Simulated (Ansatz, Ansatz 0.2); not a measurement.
# The $^{23}$Na quadrupolar coupling of cubic Na$_3$OBr from PBEsol, r2SCAN and HSE06 field gradients

## The question

The measured quantity is the size of the $^{23}$Na quadrupolar coupling constant in the antiperovskite Na$_3$OBr, 11.9 MHz, from static WURST-echo NMR at room temperature on a powder that had been ball milled and heated ("On the Origin of the Non‐Arrhenius Na‐ion Conductivity in Na3OBr", 2023, PMC10952800). All sodium atoms of the ideal cubic structure are equivalent. Each sits between two oxygen neighbours on a line, with four bromine neighbours in the plane across it, so the field-gradient tensor is axial and the coupling constant alone fixes its size. The NMR value carries no sign, and the comparison is therefore one of magnitudes.

| compared with | measured | T (K) | method |
| --- | --- | --- | --- |
| size of the quadrupolar coupling constant eQVzz/h of 23Na at site Na (MHz) | 11.9 | room temperature | static 23Na WURST-echo NMR |

Conditions are those given with the value in the passage it was taken from; "not stated" means there, and the paper may say more elsewhere.

## How to go about it

I want the coupling constant within 10 % of experiment, which is about 1.2 MHz. The quadrupole moment of $^{23}$Na contributes only about a per cent to the doubt, but PAW data for sodium can shift a gradient by much more, and my atoms are static while the real ones vibrate, probably with large anharmonic amplitudes. Ten per cent is strict enough to test the calculation and still leaves some room for these effects.

The model is the ordered five-atom cell. Symmetry fixes every atomic position, so the geometry enters through the cell edge alone. For a point-charge lattice the gradient goes as $a^{-3}$, and one per cent in the edge costs about three per cent in the coupling. I therefore relax the cell with PBEsol, which usually gives good edges for ionic solids, and take the gradient with the same functional. I skip LDA because it tends to make such cells too small and so to raise the gradient. A hybrid is not my first choice for a closed-shell, wide-gap salt, where the semilocal density should serve. After that come tests of plane-wave cutoff and $k$ mesh, and one neighbouring functional for scale.

System: Na3BrO (cubic antiperovskite), Pm-3m; Pm-3m (no. 221), 5 atoms in the primitive cell, conventional a, b, c = 4.533, 4.533, 4.533 A; cell of a computed database; structure from the Materials Project.

## 1. PBEsol cell and field gradient

The starting edge comes from a computed database and is no measurement, so I relax it first and calculate the gradient at the PBEsol minimum. I expect a coupling within the target, with the sodium PAW data as the largest risk.

**Run 1.** Ansatz 0.2: relaxation with PBEsol: atoms and cell relaxed, 4x4x4 k mesh, PAW set soft_2.

Key lines of the input:
```
# cell (primitive): 4.5331 4.5331 4.5331 A, 90.00 90.00 90.00 deg
# sites: Na 0.0000 0.5000 0.5000; Br 0.0000 0.0000 0.0000; O 0.5000 0.5000 0.5000
kpoints:
  mp_grid: { grid: [4, 4, 4] }
scf:
  occupations: { method: fixed }
hamiltonian:
  xc: pbesol
relax:
  f_tol: 0.01
  max_steps: 90
  cell: {}
output:
  forces: true
```

Command:
```
ansatz run input.yaml --threads 4 --pin off --max-ram 24576MiB --backend cpu --events-out ev --progress --plain --runs-dir out
```

Converged; 1.6 s on 4 cores of Arm Neoverse V1, shared host.

**Run 2.** Ansatz 0.2: PAW field gradients, PBEsol, atoms and cell relaxed with PBEsol, 4x4x4 k mesh, 420 eV, PAW set soft_2.

Key lines of the input:
```
# cell (primitive): 4.5421 4.5421 4.5421 A, 90.00 90.00 90.00 deg
# sites: Na 0.0000 0.5000 0.5000; Br 0.0000 0.0000 0.0000; O 0.5000 0.5000 0.5000
kpoints:
  mp_grid: { grid: [4, 4, 4] }
scf:
  occupations: { method: fixed }
hamiltonian:
  xc: pbesol
output:
  efg: { quadrupole_moments_barn: { Na: 0.104, Br: 0.2579, O: -0.02558 } }
```

Selected lines of the output:
```
atom 1 Na V_zz = -4.054243 η = 0.0000 by run symmetry: allowed C_q = -10.1952 MHz
```

Converged; 0.8 s of wall time.

| quantity | run 1 | run 2 | measured |
| --- | --- | --- | --- |
| size of the quadrupolar coupling constant eQVzz/h of 23Na at site Na (MHz) | – | 10.20 | 11.9 |
| edge a of the conventional cell that the run used (Å) | 4.542 | 4.542 |  |

PBEsol gives 10.20 MHz against the measured 11.9, which is 1.7 MHz or about 14 % too low and outside the target. The asymmetry is zero, as the site symmetry demands. The relaxation lengthened the edge by only 0.009 Å from the database value. On the $a^{-3}$ estimate the cell would have to be about five per cent shorter to close the gap, far more than I would expect PBEsol to be wrong by in an ionic solid. The cell edge is therefore an unlikely main cause.

## 2. Cutoff and mesh at a fixed cell

Before I doubt the functional I want the numerical settings tested. I hold the cell at the database edge and compare the same PBEsol gradient with a much higher cutoff and, separately, with a denser $k$ mesh. The mesh should matter little in a wide-gap insulator. The cutoff is the more serious suspect, since the gradient depends on the shape of the density close to the sodium nucleus. The reference run of this set also shows directly what the small change of cell does.

**Run 3.** Ansatz 0.2: PAW field gradients, PBEsol, database structure, 4x4x4 k mesh, 420 eV, PAW set soft_2.

Key lines of the input, as changed from run 2:
```diff
- # cell (primitive): 4.5421 4.5421 4.5421 A, 90.00 90.00 90.00 deg
+ # cell (primitive): 4.5331 4.5331 4.5331 A, 90.00 90.00 90.00 deg
```

Selected lines of the output:
```
atom 1 Na V_zz = -4.090609 η = 0.0000 by run symmetry: allowed C_q = -10.2867 MHz
```

Converged; 0.8 s of wall time.

**Run 4.** Ansatz 0.2: PAW field gradients, PBEsol, database structure, 4x4x4 k mesh, 900 eV, PAW set soft_2.

Key lines of the input, as changed from run 3:
```diff
+ basis:
+   ecutwfc: 900
```

Selected lines of the output:
```
atom 1 Na V_zz = -4.085243 η = 0.0000 by run symmetry: allowed C_q = -10.2732 MHz
```

Converged; 1.1 s of wall time.

**Run 5.** Ansatz 0.2: PAW field gradients, PBEsol, database structure, 7x7x7 k mesh, 420 eV, PAW set soft_2.

Key lines of the input, as changed from run 3:
```diff
  kpoints:
-   mp_grid: { grid: [4, 4, 4] }
+   mp_grid: { grid: [7, 7, 7] }
```

Selected lines of the output:
```
atom 1 Na V_zz = -4.088064 η = 0.0000 by run symmetry: allowed C_q = -10.2803 MHz
```

Converged; 0.9 s of wall time.

| quantity | run 3 | run 4 | run 5 | measured |
| --- | --- | --- | --- | --- |
| size of the quadrupolar coupling constant eQVzz/h of 23Na at site Na (MHz) | 10.29 | 10.27 | 10.28 | 11.9 |
| edge a of the conventional cell that the run used (Å) | 4.533 | 4.533 | 4.533 |  |

Neither setting explains the miss. Going to 900 eV lowers the coupling by 0.013 MHz and the denser mesh lowers it by 0.006 MHz, against a gap of about 1.6 MHz at this cell. My suspicion of the cutoff was misplaced.

The cell matters more than I had assumed. Between the relaxed and the database edge the coupling changes by about 0.9 % for 0.2 % in length, steeper than the point-charge law. If that slope held, full agreement would need an edge three to four per cent shorter, but about one per cent would already reach the border of the target. The cell remains an unlikely cause of the whole miss. It could account for part of it only if the real cell were shorter than the PBEsol one, which is not examined here.

## 3. Meta-GGA and hybrid at the same cell

The miss makes me take up the hybrid I had passed over. I run HSE06 and r2SCAN at the database edge, so that the comparison with PBEsol is free of any change of cell. Both may alter the polarisation of the sodium shell and of the anions around it; I expect shifts of a few per cent, and I do not trust myself to predict that they close the gap. The hybrid runs on a 3×3×3 mesh, so I add a PBEsol run on a still coarser one to see how much such sampling can matter here.

**Run 6.** Ansatz 0.2: PAW field gradients, r2SCAN, database structure, 4x4x4 k mesh, 500 eV, PAW set soft_2.

Key lines of the input, as changed from run 3:
```diff
  hamiltonian:
-   xc: pbesol
+   xc: r2scan
```

Selected lines of the output:
```
atom 1 Na V_zz = -4.484736 η = 0.0000 by run symmetry: allowed C_q = -11.2778 MHz
```

Converged; 1.4 s of wall time.

**Run 7.** Ansatz 0.2: PAW field gradients, HSE06, database structure, 3x3x3 k mesh, 420 eV, PAW set soft_2.

Key lines of the input, as changed from run 3:
```diff
  kpoints:
-   mp_grid: { grid: [4, 4, 4] }
+   mp_grid: { grid: [3, 3, 3] }
  hamiltonian:
-   xc: pbesol
+   xc: hse06
```

Selected lines of the output:
```
atom 1 Na V_zz = -4.412022 η = 0.0000 by run symmetry: allowed C_q = -11.0950 MHz
```

Converged; 3.5 s of wall time.

**Run 8.** Ansatz 0.2: PAW field gradients, PBEsol, database structure, 2x2x2 k mesh, 420 eV, PAW set soft_2.

Key lines of the input, as changed from run 3:
```diff
  kpoints:
-   mp_grid: { grid: [4, 4, 4] }
+   mp_grid: { grid: [2, 2, 2] }
```

Selected lines of the output:
```
atom 1 Na V_zz = -4.237845 η = 0.0000 by run symmetry: allowed C_q = -10.6569 MHz
```

Converged; 0.7 s of wall time.

| quantity | run 6 | run 7 | run 8 | measured |
| --- | --- | --- | --- | --- |
| size of the quadrupolar coupling constant eQVzz/h of 23Na at site Na (MHz) | 11.28 | 11.10 | 10.66 | 11.9 |
| edge a of the conventional cell that the run used (Å) | 4.533 | 4.533 | 4.533 |  |

Both functionals raise the coupling by more than the few per cent I had expected. At the same cell r2SCAN lies about 10 % above PBEsol and HSE06 about 8 %. With 11.28 and 11.10 MHz they fall short of experiment by about 5 and 7 %, inside the target where PBEsol is outside.

The 2×2×2 mesh puts the PBEsol value 0.37 MHz above the 4×4×4 one, so coarse sampling is not harmless here. The 3×3×3 mesh of the hybrid was not tested in itself, and HSE06 clears the lower limit of the target by only about 0.4 MHz. I therefore take its value as support for the upward shift and do not rank it against r2SCAN, which ran on the 4×4×4 mesh.

The r2SCAN result holds for the database edge. I have not relaxed the cell with that functional, nor tested its cutoff and mesh separately.

## 4. The r2SCAN cell edge

The r2SCAN coupling was calculated at the database edge, and the PBEsol pair showed that the gradient responds noticeably to the cell. I therefore relax the cell with r2SCAN to see how far its own minimum lies from that edge. I expect a difference well below one per cent. The relaxation tests the choice of cell only.

**Run 9.** Ansatz 0.2: relaxation with r2SCAN: atoms and cell relaxed, 4x4x4 k mesh, PAW set soft_2.

Key lines of the input, as changed from run 1:
```diff
  hamiltonian:
-   xc: pbesol
+   xc: r2scan
```

Converged; 3.3 s of wall time.

| quantity | run 9 |
| --- | --- |
| edge a of the conventional cell that the run used (Å) | 4.535 |

The r2SCAN minimum lies at 4.535 Å, only about 0.002 Å above the database edge. For PBEsol a change of 0.009 Å moved the coupling by 0.09 MHz, while the r2SCAN value stands almost 0.6 MHz inside the lower limit of the target. Even a considerably stronger response to the cell would not carry it out, so the choice between these two edges does not decide the r2SCAN result. Both edges are computed, and their closeness says nothing about the distance to the real cell at room temperature.

## The runs side by side

| run | settings | size of the quadrupolar coupling constant eQVzz/h of 23Na at site Na (MHz) | deviation | cost |
| --- | --- | --- | --- | --- |
| 1 | relaxation with PBEsol: atoms and cell relaxed, 4x4x4 k mesh | – |  | under 1 core-min |
| 2 | PAW field gradients, PBEsol, atoms and cell relaxed with PBEsol, 4x4x4 k mesh, 420 eV | 10.20 | −1.71 (−14.3 %) | under 1 core-min |
| 3 | PAW field gradients, PBEsol, database structure, 4x4x4 k mesh, 420 eV | 10.29 | −1.61 (−13.6 %) | under 1 core-min |
| 4 | PAW field gradients, PBEsol, database structure, 4x4x4 k mesh, 900 eV | 10.27 | −1.63 (−13.7 %) | under 1 core-min |
| 5 | PAW field gradients, PBEsol, database structure, 7x7x7 k mesh, 420 eV | 10.28 | −1.62 (−13.6 %) | under 1 core-min |
| 6 | PAW field gradients, r2SCAN, database structure, 4x4x4 k mesh, 500 eV | 11.28 | −0.62 (−5.2 %) | under 1 core-min |
| 7 | PAW field gradients, HSE06, database structure, 3x3x3 k mesh, 420 eV | 11.10 | −0.80 (−6.8 %) | under 1 core-min |
| 8 | PAW field gradients, PBEsol, database structure, 2x2x2 k mesh, 420 eV | 10.66 | −1.24 (−10.4 %) | under 1 core-min |
| 9 | relaxation with r2SCAN: atoms and cell relaxed, 4x4x4 k mesh | – |  | under 1 core-min |
|  | measured | 11.9 |  |  |

## What the runs support

The PBEsol calculation I had committed to misses the target: at its own relaxed cell it gives 10.20 MHz against the measured 11.9, about 14 % too low. r2SCAN at the database edge comes within 10 %, with 11.28 MHz and a deviation of about 5 %, but I turned to it only after seeing the miss. Each run cost less than one core-minute.

The cutoff and mesh tests cleared the PBEsol settings of blame. The change of functional mattered most: r2SCAN raises the coupling by about 1 MHz at the same cell. HSE06 also moves it upwards, but its mesh was not tested and I do not rank it against r2SCAN. Relaxing with r2SCAN hardly changed the edge, so the choice between the two computed cells does not decide that result.

I cannot say whether the better agreement of r2SCAN comes from a better density or from a cancellation. All runs used the same family of PAW data, and for sodium such data can shift a gradient by several per cent or even tens of per cent, in either direction. That is enough to account for the PBEsol miss or to undo the r2SCAN agreement. The quadrupole moment adds only about one per cent. Thermal expansion, absent from my static cells, would lower the calculated coupling and widen the gap. Large anharmonic sodium motion may also affect the measured average; its effect was not examined here. An all-electron calculation at the same cell would be the most useful next test, as it would separate the error of the PAW data from that of the functional.

[Logs are printed without paths, hosts, clocks, repeated set-up lines and the standing remarks that a program may print on its own settings, such as how far it seeks lower states.]

[The runs shown are a pick from a larger set of finished runs; failed, doubtful and other runs were left out of it ahead of writing. So were measured values far from every level or from commonly accepted values, and agreement can look better than it is. Lines of input and output are excerpts and may be shortened.]
